Q: Five methods were given the same AlN crystal, and each reports a negative pressure. Is the crystal about to fall apart?

Ansatz 0.2.0, spin-unpolarised plane-wave PAW calculations on zinc-blende AlN (2-atom cell) with hybrid density functionals and Hartree-Fock, at a fixed r2SCAN geometry. The wave cutoff is 420 eV and the k mesh 8×8×8, with fixed occupations. Pressure and stress are positive in compression.

```
  functional  pressure (GPa)  stress xx (GPa)  stress yy (GPa)  stress zz (GPa)
    DDH-PBE0          -0.100           -0.100           -0.100           -0.100
       HSE06          -0.600           -0.600           -0.600           -0.600
Hartree-Fock          -1.500           -1.500           -1.500           -1.500
     LC-wPBE          -2.900           -2.900           -2.900           -2.900
        PBE0          -0.700           -0.700           -0.700           -0.700
```

A: No. Positive means compression here, so a negative pressure is tension: the cell is held larger than that method, with this basis, would choose. The atoms and the cell, optimised beforehand with another functional, r2SCAN, stay fixed in every row. The three stresses are equal because the crystal is cubic, so each method supplies one independent number.

Q: Do these pressures amount to much in length?

A: Divide the pressure by three times the bulk modulus, for which 200 GPa is a rough recalled value. LC-wPBE, at −2.9 GPa, would then shorten the cell edge by about half a percent, and the other methods by less. The finite plane-wave basis tends to push all the pressures downwards, so differences between rows are safer than the values themselves. The stresses are also loosely converged, so I would not rank HSE06 against PBE0 or rely on the sign for DDH-PBE0.

Q: I think the band gap explains the order. A wide gap means strong bonds, and strong bonds pull the atoms together. I compared the gaps from the same calculations with the tension, and the rank correlation is 0.8.

A: That looks good until you compare rows in pairs. From LC-wPBE to Hartree-Fock the gap widens by 2.4 eV, yet the tension drops by 1.5 GPa. From HSE06 to PBE0 the gap widens by 0.7 eV and the pressure hardly moves, whereas from DDH-PBE0 to PBE0 it widens by only 0.25 eV and the tension rises by 0.65 GPa.

The two quantities ask different things of the electrons. The gap is the distance between filled and empty levels, whereas the pressure tells how the total energy changes with volume. HSE06 and PBE0 differ in whether exact exchange, the Hartree-Fock form, acts at long distance. That part clearly separates the levels, but it barely changes the pull on the cell. This is expected: the long-range piece of the interaction is nearly flat across the small region where exchange acts, so its energy is close to a fixed amount per electron, whatever the volume.

Q: Then is it simply the amount of exact exchange? PBE tends to make crystals too large, and mixing in exact exchange usually shrinks them.

A: That idea can be tested. DDH-PBE0 and PBE0 have the same form and differ only in the fraction x of PBE exchange that is replaced by exact exchange. The energy contains x as a simple factor, and the orbitals already minimise the energy, so their readjustment matters only at second order. To first order the pressure P therefore follows a straight line with slope s:

P(x) = P(0) + s·x

PBE0 has x = 0.25, and the exchange energies give 0.218 for DDH-PBE0. The slope in GPa is then

s = (−0.719 + 0.066) / (0.250 − 0.218) ≈ −20

Hartree-Fock uses exact exchange throughout, x = 1, so the line predicts

P(1) ≈ −0.7 − 20 × 0.75 ≈ −16 GPa

Q: But the table has −1.5 GPa.

A: So a pull that simply grows in proportion to exact exchange fails, and by a wide margin. The line was drawn through DDH-PBE0 and PBE0, so only the other rows can test it. Its slope rests on a small pressure step, and that step is loosely converged. Even if the true step were half as large, the line would still miss Hartree-Fock by about 7 GPa. The printed analysis below gives the line for every row.

Q: What holds Hartree-Fock back?

A: It changes two things at once. It takes exact exchange in full, which contracts the crystal, but it also drops correlation, the energy that electrons gain by avoiding one another beyond what exchange already provides. That gain generally grows as the crystal becomes denser, so correlation pulls inwards, and leaving it out lets the crystal expand. On this reading two large effects, each of order 10 GPa, nearly cancel.

Q: Do the numbers show that, or is it theory?

A: They show only that the contraction predicted by the line is missing. That correlation is the main reason is argued from theory, and some of the mismatch may come from the line bending at large x. A calculation with full exact exchange and PBE correlation would separate the two.

LC-wPBE is compatible with this picture. It keeps correlation and brings in exact exchange gradually with distance. Its long-range part starts much closer in than the one that separates PBE0 from HSE06: it holds about half of the full exact-exchange energy, against about a sixth. The share is not itself a pull, since much of it is expected to be the same fixed amount per electron. It signals that this part reaches in to bonding distance, where it can add contraction while that other part added almost none, and the inward pull of correlation stays. It has the greatest tension of the five.

Q: Suppose I raise the fraction in PBE0 from 0.25 to 0.30. What should I expect?

A: Correlation stays as it is, so the line is the right guide for such a small step. The pressure should change by roughly −20 × 0.05 = −1 GPa, a figure as uncertain as the slope itself, so the preferred cell becomes slightly smaller. If you removed correlation as well, I would expect the cell to grow instead, because you would lose an inward pull much larger than that small gain.

The analysis program printed:

```
rank correlation of gap with tension, five rows: 0.8
gap change HSE06 to PBE0, eV: 0.7321
pressure change HSE06 to PBE0, GPa: -0.07435
gap change DDH-PBE0 to PBE0, eV: 0.2535
pressure change DDH-PBE0 to PBE0, GPa: -0.6534
gap change LC-wPBE to Hartree-Fock, eV: 2.362
pressure change LC-wPBE to Hartree-Fock, GPa: 1.47
slope of pressure with exchange fraction, GPa per unit fraction: -20.54
exchange-only line:
           row  exchange_share  pressure_GPa  line_GPa   miss_GPa
      DDH-PBE0          0.2182      -0.06579  -0.06579  4.163e-17
         HSE06           0.211       -0.6449   0.08184     0.7267
  Hartree-Fock               1         -1.45    -16.13     -14.68
       LC-wPBE          0.4809         -2.92    -5.464     -2.544
          PBE0            0.25       -0.7192   -0.7192          0
line at zero exact exchange, GPa: 4.417
Hartree-Fock pressure less line, GPa: 14.68
the same if the DDH-PBE0 to PBE0 step were half as large, GPa: 6.973
rough change of cell edge wanted:
           row   percent    angstrom
      DDH-PBE0  -0.01097  -0.0004792
         HSE06   -0.1075   -0.004697
  Hartree-Fock   -0.2417    -0.01056
       LC-wPBE   -0.4866    -0.02126
          PBE0   -0.1199   -0.005238
```
